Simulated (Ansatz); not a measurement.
SnH2 (SMILES [H][Sn][H]): where methods fail along a bond

SnH2 has 3 atoms, charge 0, and is taken as a singlet. SMILES: `[H][Sn][H]`. The shape comes from GFN2-xTB, which is rough for such elements, and wasn't checked as a minimum.

```xyz
3

Sn    0.0052   -0.0089   -0.8701
H     1.2365   -0.0178    0.4428
H    -1.2416    0.0266    0.4273
```

The Sn1–H2 distance is scanned; the parts on either side stay rigid. Basis STO-3G, 18 core orbitals frozen in the correlated methods; program Ansatz 0.2.0. FCI is exact within this basis and core. Energies in eV from each method's value at 1.800 Å; methods without a U are spin-restricted. The shape above is that at 1.800 Å.

| distance (Å) | CAM-B3LYP | HSE06 | CCSD(T) | BCCD(T) | CCSDT(Q) | FCI |
| --- | --- | --- | --- | --- | --- | --- |
| 1.800 | 0.00 | 0.00 | 0.00 | 0.00 | 0.00 | 0.00 |
| 2.250 | 1.52 | 1.42 | 1.28 | 1.28 | 1.28 | 1.28 |
| 2.700 | 3.46 | 3.25 | 2.74 | 2.74 | 2.74 | 2.74 |
| 3.600 | 6.21 | 5.72 | 3.80 | 3.81 | 3.82 | 3.82 |
| 4.500 | 7.29 | 6.57 | 3.87 | 3.88 | 3.91 | 3.90 |

Departure from the FCI curve at its largest: CAM-B3LYP +3.39 eV at 4.50 Å; HSE06 +2.67 eV at 4.50 Å; CCSD(T) -0.02 eV at 4.50 Å; BCCD(T) -0.01 eV at 4.50 Å; CCSDT(Q) +0.02 eV at 4.50 Å. Restricted functionals keep the electrons paired too, and rise too high.

The FCI curve has nearly levelled off by 4.500 Å, as expected once the Sn–H σ bond has given way to SnH and H radicals coupled as a singlet. There σ and σ* become nearly degenerate, and the wavefunction needs both the σ² and σ*² configurations to remove the spurious ionic H⁺/H⁻ terms. A single closed-shell determinant retains those terms, hence the large errors of both functionals. CAM-B3LYP probably fares worse because its larger share of long-range exact exchange penalises them more.

The coupled-cluster methods stay close to FCI because breaking one single bond is essentially a two-electron problem, which the doubles amplitudes largely capture. This doesn't establish similar accuracy for multiple bonds or at still larger separations, where perturbative triples can fail as the orbital gap closes. The FCI rise also looks too large for a real Sn–H bond energy, probably because the minimal basis has a contracted hydrogen function suited to molecules, which places the free atom too high.
